**Singlet–triplet gaps of 1snl levels in helium-like B³⁺**

The table holds 1snl levels up to n = 4 from a no-pair Dirac B-spline calculation, as two-electron CI and as CI with Breit and QED (no core is present). The program forms the singlet–triplet gaps and tests them against magnetic terms, a power law in the mean radius fitted to the s series, and two parameter-free non-relativistic exchange models (bare first-order 2K and a frozen 1s with the outer electron solved in its field). Breit and QED change the gaps by about 0.01 eV or less, and the distance law has the wrong sign of the trend with l. The frozen-1s model lies 1 to 5 % above the table for the s and p gaps and within rounding for d. A two-level model of J = L mixing gives a 4f purity of 0.70 against 0.659 in the table.

B-spline many-body code 1: levels of B³⁺ (Z = 5, nuclear rms radius 2.406 fm) from no-pair Dirac configuration interaction (CI) of its two electrons in a B-spline basis. There is no core, so the CI+MBPT column adds only the Breit interaction and QED to CI. Energies are relative to the 1s² ground state, and levels are listed up to the first gap in the list.

## Analysis program

```python
# Table: 1snl levels (eV) of He-like B3+, B-spline no-pair Dirac code: two-electron CI, and CI + Breit + QED
# (no core). Tested: singlet-triplet gaps against Coulomb exchange, magnetic terms and a mean-distance law.
T = {
    'level_configuration': ['1s2', '1s2s', '1s2s', '1s2p', '1s2p', '1s2p', '1s2p', '1s3s', '1s3s', '1s3p', '1s3p', '1s3p', '1s3d', '1s3d', '1s3d', '1s3d', '1s3p', '1s4s', '1s4s', '1s4p', '1s4p', '1s4p', '1s4d', '1s4d', '1s4d', '1s4d', '1s4f', '1s4f', '1s4f', '1s4f'],
    'level_term': ['1S', '3S', '1S', '3P', '3P', '3P', '1P', '3S', '1S', '3P', '3P', '3P', '3D', '3D', '3D', '1D', '1P', '3S', '1S', '3P', '3P', '3P', '3D', '3D', '3D', '1D', '3F', '3F', '3F', '1F'],
    'level_j': [0, 1, 0, 1, 0, 2, 1, 1, 0, 1, 0, 2, 2, 1, 3, 2, 1, 1, 0, 1, 2, 0, 2, 1, 3, 2, 3, 2, 4, 3],
    'level_parity': ['even', 'even', 'even', 'odd', 'odd', 'odd', 'odd', 'even', 'even', 'odd', 'odd', 'odd', 'even', 'even', 'even', 'even', 'odd', 'even', 'even', 'odd', 'odd', 'odd', 'even', 'even', 'even', 'even', 'odd', 'odd', 'odd', 'odd'],
    'level_jj': ['1/2,1/2', '1/2,1/2', '1/2,1/2', '1/2,1/2', '1/2,1/2', '1/2,3/2', '1/2,3/2', '1/2,1/2', '1/2,1/2', '1/2,1/2', '1/2,1/2', '1/2,3/2', '1/2,3/2', '1/2,3/2', '1/2,5/2', '1/2,5/2', '1/2,3/2', '1/2,1/2', '1/2,1/2', '1/2,1/2', '1/2,3/2', '1/2,1/2', '1/2,3/2', '1/2,3/2', '1/2,5/2', '1/2,5/2', '1/2,5/2', '1/2,5/2', '1/2,7/2', '1/2,7/2'],
    'level_term_purity': [1.0, 1.0, 1.0, 1.0, 1.0, 1.0, 1.0, 1.0, 1.0, 1.0, 1.0, 1.0, 0.998, 1.0, 1.0, 0.998, 1.0, 1.0, 1.0, 1.0, 1.0, 1.0, 0.999, 1.0, 1.0, 0.999, 0.659, 1.0, 1.0, 0.659],
    'level_lande_g': [None, 2.002, None, 1.501, None, 1.501, 1.0, 2.002, None, 1.501, None, 1.501, 1.167, 0.4988, 1.334, 1.0, 1.0, 2.002, None, 1.501, 1.501, None, 1.167, 0.4988, 1.334, 1.0, 1.055, 0.6659, 1.251, 1.028],
    'level_energy_ci_ev': [0.0, 198.59, 202.83, 202.98, 202.98, 202.99, 205.6, 233.46, 234.58, 234.64, 234.63, 234.64, 235.19, 235.19, 235.19, 235.21, 235.38, 245.08, 245.53, 245.56, 245.56, 245.56, 245.79, 245.79, 245.79, 245.8, 245.8, 245.8, 245.8, 245.8],  # eV
    'level_energy_ev': [0.0, 198.54, 202.79, 202.93, 202.93, 202.94, 205.54, 233.41, 234.53, 234.58, 234.59, 234.59, 235.14, 235.14, 235.14, 235.16, 235.33, 245.03, 245.48, 245.5, 245.5, 245.5, 245.73, 245.73, 245.73, 245.74, 245.74, 245.75, 245.75, 245.75],  # eV
}
import numpy as np
from scipy.special import eval_genlaguerre as Lg
from scipy.linalg import eigh, eigvalsh
from scipy.integrate import cumulative_trapezoid as ct
from scipy.constants import physical_constants as pc, alpha, h, c, e
H = pc['Hartree energy in eV'][0]; Z = 5; IE = 259.351  # IE: further output of the same run
R = list(zip(T['level_configuration'], T['level_term'], map(int, T['level_j']), T['level_energy_ci_ev'], T['level_energy_ev'], T['level_term_purity'], T['level_lande_g']))
def lev(o, m, k):
    s = [q for q in R if q[0] == '1s'+o and q[1][0] == m]
    return sum((2*q[2]+1)*q[k] for q in s)/sum(2*q[2]+1 for q in s)
t = np.linspace(np.log(1e-5), np.log(80), 6000); r = np.exp(t); w = r*(t[1]-t[0]); x = 4*r
P = 2*Z**1.5*r*np.exp(-Z*r); VJ = 1/r-(Z+1/r)*np.exp(-2*Z*r); M = {}
for l in range(4):
    a = 2*l+2; p = x**(l+1)*np.exp(-x/2)
    F = np.array([p*Lg(k, a, x) for k in range(30)])
    D = 4*(F*((l+1)/x-0.5)-np.array([p*Lg(k-1, a+1, x) if k else 0*x for k in range(30)]))
    N = np.sqrt((F*F)@w)[:, None]; F = F/N; D = D/N
    ep, C = eigh(0.5*(D*w)@D.T+(F*w*(l*(l+1)/(2*r*r)-Z/r))@F.T, (F*w)@F.T)
    U = C.T@F; f = U*P; B = ct(f*r**(-l), t, initial=0)
    Y = ct(f*r**(l+1), t, initial=0)/r**(l+1)+(B[:, -1:]-B)*r**l
    K = (f*w)@Y.T/(2*l+1); K = (K+K.T)/2; J = (U*w*VJ)@U.T; A = np.diag(ep)+J; S = A+K; o = int(l == 0)
    if o:
        S[0, :] = S[:, 0] = np.sqrt(2)*J[0]; S[0, 0] = A[0, 0]
    es = eigvalsh(S)[o:]; et = eigvalsh((A-K)[o:, o:])
    for n in range(max(2, l+1), 5):
        M[str(n)+'spdf'[l]] = (2*K[n-l-1, n-l-1]*H, es[n-l-1-o]*H, et[n-l-1-o]*H)
O = ['2s', '3s', '4s', '2p', '3p', '3d', '4d', '4f']; nl = {o: (int(o[0]), 'spdf'.index(o[1])) for o in O}
G = {o: lev(o, '1', 4)-lev(o, '3', 4) for o in O}; G0 = {o: lev(o, '1', 3)-lev(o, '3', 3) for o in O}
rm = {o: (3*n*n-l*(l+1))/(2*(Z-1)) for o, (n, l) in nl.items()}; Gm = {o: M[o][1]-M[o][2] for o in M}
sl, ic = np.polyfit(np.log([rm[o] for o in O[:3]]), np.log([G[o] for o in O[:3]]), 1)
print('gap = singlet - (2J+1)-weighted triplet, eV; table rounding about +-0.01 eV')
print('nl  gap CI  gap full  change | bare 2K  frozen 1s  frozen-table | <r>/bohr  distance law')
for o in O:
    print(f'{o} {G0[o]:7.3f} {G[o]:7.3f} {G[o]-G0[o]:+7.3f} | {M[o][0]:8.4f} {Gm[o]:8.4f} {Gm[o]-G[o]:+7.3f} | {rm[o]:5.2f} {np.exp(ic)*rm[o]**sl:6.3f}')
print(f'distance law fitted on s series only: gap = {np.exp(ic):.2f} eV * <r>^{sl:.2f}')
print('model/table ratio (d rows: 1-2 rounding units only; 4f unresolved) and gap*n^3')
for o in O[:7]:
    print(f'{o} bare {M[o][0]/G[o]:.2f}  frozen {Gm[o]/G[o]:.3f}  distance {np.exp(ic)*rm[o]**sl/G[o]:.2f}  gap*n^3 {G[o]*nl[o][0]**3:.1f} eV')
wo = max(O[:5], key=lambda o: abs(Gm[o]/G[o]-1)); print(f'worst s,p row of frozen 1s model: {wo} {100*(Gm[wo]/G[wo]-1):+.1f} %')
ps = np.polyfit(np.log([2, 3, 4]), np.log([G[o] for o in O[:3]]), 1)[0]
print(f'n exponent: s {ps:.2f}, p (2 points) {np.log(G["3p"]/G["2p"])/np.log(1.5):.2f}; 4p gap, model only: {Gm["4p"]:.3f} eV')
print(f'3s/3p {G["3s"]/G["3p"]:.2f} (model {Gm["3s"]/Gm["3p"]:.2f}), 3p/3d {G["3p"]/G["3d"]:.0f} (model {Gm["3p"]/Gm["3d"]:.0f})')
raw = {'2s': (202.831-198.594, 202.787-198.543), '3s': (234.583-233.462, 234.533-233.409),  # same run, 3 decimals
       '2p': (205.596-(202.975+3*202.980+5*202.990)/9, 205.542-(202.935+3*202.932+5*202.937)/9)}
print('3-decimal gaps CI -> full: '+'; '.join(f'{o} {a:.3f} -> {b:.3f} ({100*(b/a-1):+.2f} %)' for o, (a, b) in raw.items()))
d0, d2 = (h*c/e/(v*1e-9) for v in (386838, 210262))  # M1 wavelengths (nm), same run
print(f'2p 3P: J=0, J=2 above J=1 by {1e3*d0:.1f}, {1e3*d2:.1f} meV; 2p gap / spread = {raw["2p"][1]/d2:.0f}')
sh = [q[4]-q[3] for q in R[1:]]; print(f'level shift CI -> full: {min(sh):.2f} to {max(sh):.2f} eV; IE shift {IE-259.404:+.3f} eV')
print('binding IE-E, eV: triplet table/model, singlet table/model; quantum defects triplet, singlet')
for o in O:
    bt, bs = IE-lev(o, '3', 4), IE-lev(o, '1', 4); q = [nl[o][0]-(Z-1)*np.sqrt(H/2/b) for b in (bt, bs)]
    print(f'{o} {bt:.2f}/{-M[o][2]:.2f}  {bs:.2f}/{-M[o][1]:.2f}  {q[0]:+.3f} {q[1]:+.3f}')
print(f'magnetic scale u = alpha^2<r^-3>/2 for 2p, 3p: {alpha**2/2*64/24*H*1e3:.2f}, {alpha**2/2*64/81*H*1e3:.2f} meV')
print('J=L mixing, meV: u, coupling, purity table/model, gap from purity (range), frozen 1s gap')
for o in O[5:]:
    n, l = nl[o]; u = alpha**2/2*(Z-1)**3/(n**3*l*(l+.5)*(l+1))*H; V = u*(Z+1)/2*np.sqrt(l*(l+1)); s = u*(Z-3)/2+u
    row = [q for q in R if q[0] == '1s'+o and q[2] == l and q[1][0] == '3'][0]; pu = row[5]
    inv = lambda p: 1e3*(2*V*(2*p-1)/np.sqrt(1-(2*p-1)**2)-s); dd = Gm[o]+s
    print(f'{o} {1e3*u:.3f} {1e3*V:.3f} {pu:.3f}/{.5+.5*dd/np.hypot(dd, 2*V):.4f} {inv(pu):.3f} ({inv(pu-5e-4):.3f}-{inv(pu+5e-4):.3f}) {1e3*Gm[o]:.3f}')
print(f'4f J=3 g from purity {1+pu*1.0023/12:.3f}, table {row[6]:.3f}; jj-limit purity {4/7:.3f}')
assert all(abs(G[o]-G0[o]) < 0.02 for o in O)
assert G['3s'] > G['3p'] > 10*G['3d'] > 0 and -3.6 < ps < -2.8
assert lev('3p', '3', 4) < lev('3d', '3', 4) < lev('3p', '1', 4)
assert all(abs(Gm[o]/G[o]-1) < 0.2 for o in O[:5])
```

It prints:

```
gap = singlet - (2J+1)-weighted triplet, eV; table rounding about +-0.01 eV
nl  gap CI  gap full  change | bare 2K  frozen 1s  frozen-table | <r>/bohr  distance law
2s   4.240   4.250  +0.010 |   5.9710   4.3850  +0.135 |  1.50  4.227
3s   1.120   1.120  +0.000 |   1.5691   1.1680  +0.048 |  3.38  1.135
4s   0.450   0.450  +0.000 |   0.6365   0.4731  +0.023 |  6.00  0.447
2p   2.614   2.604  -0.010 |   4.6451   2.6281  +0.024 |  1.25  5.680
3p   0.741   0.743  +0.002 |   1.2332   0.7549  +0.012 |  3.12  1.286
3d   0.020   0.020  +0.000 |   0.0673   0.0226  +0.003 |  2.62  1.706
4d   0.010   0.010  +0.000 |   0.0359   0.0125  +0.003 |  5.25  0.554
4f   0.000   0.003  +0.003 |   0.0006   0.0001  -0.003 |  4.50  0.712
distance law fitted on s series only: gap = 8.16 eV * <r>^-1.62
model/table ratio (d rows: 1-2 rounding units only; 4f unresolved) and gap*n^3
2s bare 1.40  frozen 1.032  distance 0.99  gap*n^3 34.0 eV
3s bare 1.40  frozen 1.043  distance 1.01  gap*n^3 30.2 eV
4s bare 1.41  frozen 1.051  distance 0.99  gap*n^3 28.8 eV
2p bare 1.78  frozen 1.009  distance 2.18  gap*n^3 20.8 eV
3p bare 1.66  frozen 1.016  distance 1.73  gap*n^3 20.1 eV
3d bare 3.36  frozen 1.129  distance 85.29  gap*n^3 0.5 eV
4d bare 3.59  frozen 1.252  distance 55.45  gap*n^3 0.6 eV
worst s,p row of frozen 1s model: 4s +5.1 %
n exponent: s -3.24, p (2 points) -3.09; 4p gap, model only: 0.314 eV
3s/3p 1.51 (model 1.55), 3p/3d 37 (model 33)
3-decimal gaps CI -> full: 2s 4.237 -> 4.244 (+0.17 %); 3s 1.121 -> 1.124 (+0.27 %); 2p 2.611 -> 2.607 (-0.16 %)
2p 3P: J=0, J=2 above J=1 by 3.2, 5.9 meV; 2p gap / spread = 442
level shift CI -> full: -0.06 to -0.04 eV; IE shift -0.053 eV
binding IE-E, eV: triplet table/model, singlet table/model; quantum defects triplet, singlet
2s 60.81/60.75  56.56/56.36  +0.108 +0.038
3s 25.94/25.93  24.82/24.76  +0.103 +0.039
4s 14.32/14.32  13.87/13.85  +0.101 +0.038
2p 56.42/56.28  53.81/53.65  +0.036 -0.011
3p 24.76/24.73  24.02/23.98  +0.035 -0.010
3d 24.21/24.20  24.19/24.18  +0.001 +0.000
4d 13.62/13.61  13.61/13.60  +0.002 +0.001
4f 13.60/13.61  13.60/13.61  -0.000 -0.001
magnetic scale u = alpha^2<r^-3>/2 for 2p, 3p: 1.93, 0.57 meV
J=L mixing, meV: u, coupling, purity table/model, gap from purity (range), frozen 1s gap
3d 0.114 0.841 0.998/0.9986 18.528 (16.535-21.445) 22.572
4d 0.048 0.355 0.999/0.9992 11.111 (9.047-15.765) 12.518
4f 0.017 0.179 0.659/0.6957 0.086 (0.085-0.086) 0.118
4f J=3 g from purity 1.055, table 1.055; jj-limit purity 0.571
```
